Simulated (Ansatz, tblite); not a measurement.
## Redistribution: C2H3F3 + C2H5I → C2H4F2 + C2H4FI

Species: C2H3F3 (1,1,2-trifluoroethane) `FCC(F)F`, singlet; C2H5I (iodoethane) `CCI`, singlet; C2H4F2 (1,1-difluoroethane) `CC(F)F`, singlet; C2H4FI (1-fluoro-2-iodoethane) `FCCI`, singlet. The partners trade F for H; both sit on C, so the bond types are kept.

Shapes, held fixed at every level: PBE0-D4/def2-TZVP. Flexible molecules stand in one conformer, not always the lowest. Programs: Ansatz 0.2.0, tblite 0.8.0. The zero-point and thermal change to 298 K, harmonic and unscaled (PBE0-D4/def2-TZVP), is +0.1 kJ/mol.

```csv
level,kind,ΔH(298 K) (kJ/mol),less CCSD(T)/def2-TZVPP
GFN1-xTB,semi-empirical,-24.8,-7.7
SPW92/def2-TZVPP,LDA,-18.1,-1.0
BHLYP-D4/def2-TZVPP,global hybrid,-16.6,+0.5
wB97M-V/def2-TZVPP,range-separated hybrid,-17.6,-0.5
MP2/def2-SVP,perturbation theory,-13.7,+3.4
CCSD/def2-SVP,coupled cluster or CI,-12.9,+4.2
CCSD/def2-TZVPP,coupled cluster or CI,-16.8,+0.3
CCSD(T)/def2-TZVPP,coupled cluster or CI,-17.1,0.0
```

The highest level, CCSD(T)/def2-TZVPP, gives ΔH(298 K) = -17.1 kJ/mol; the levels span -24.8 to -12.9. The column of differences is taken from that level and isn't an error. No measured value is set beside it here. For atoms past krypton def2 sets carry core potentials with scalar relativity. Outer-core shells of I are correlated in most correlated rows, in sets that cover them unevenly.

Every level makes the exchange exothermic, so fluorine is better placed beside a CH2I group than beside CHF2. The geminal CF2 unit survives in 1,1-difluoroethane, so its anomeric stabilisation largely cancels and the driving force must come mainly from the vicinal relationship. In trifluoroethane, electron-withdrawing fluorines on both carbons set two positively polarised carbons side by side. The exchange relieves this: CF2 gains a methyl neighbour, a better hyperconjugative donor, while the remaining C–F bond faces the much less polar C–I bond.

Basis size matters more here than the triples correction: CCSD moves from -12.9 to -16.8 kJ/mol between the two sets, and adding triples in the larger one gives only -17.1. The weaker exothermicity of MP2/def2-SVP therefore says little about MP2 itself. Even LDA lies close to the coupled-cluster result, probably because conserved bond types let errors cancel, whereas GFN1-xTB clearly exaggerates the preference. The reaction enthalpy alone cannot apportion the preference between electrostatics and hyperconjugation.
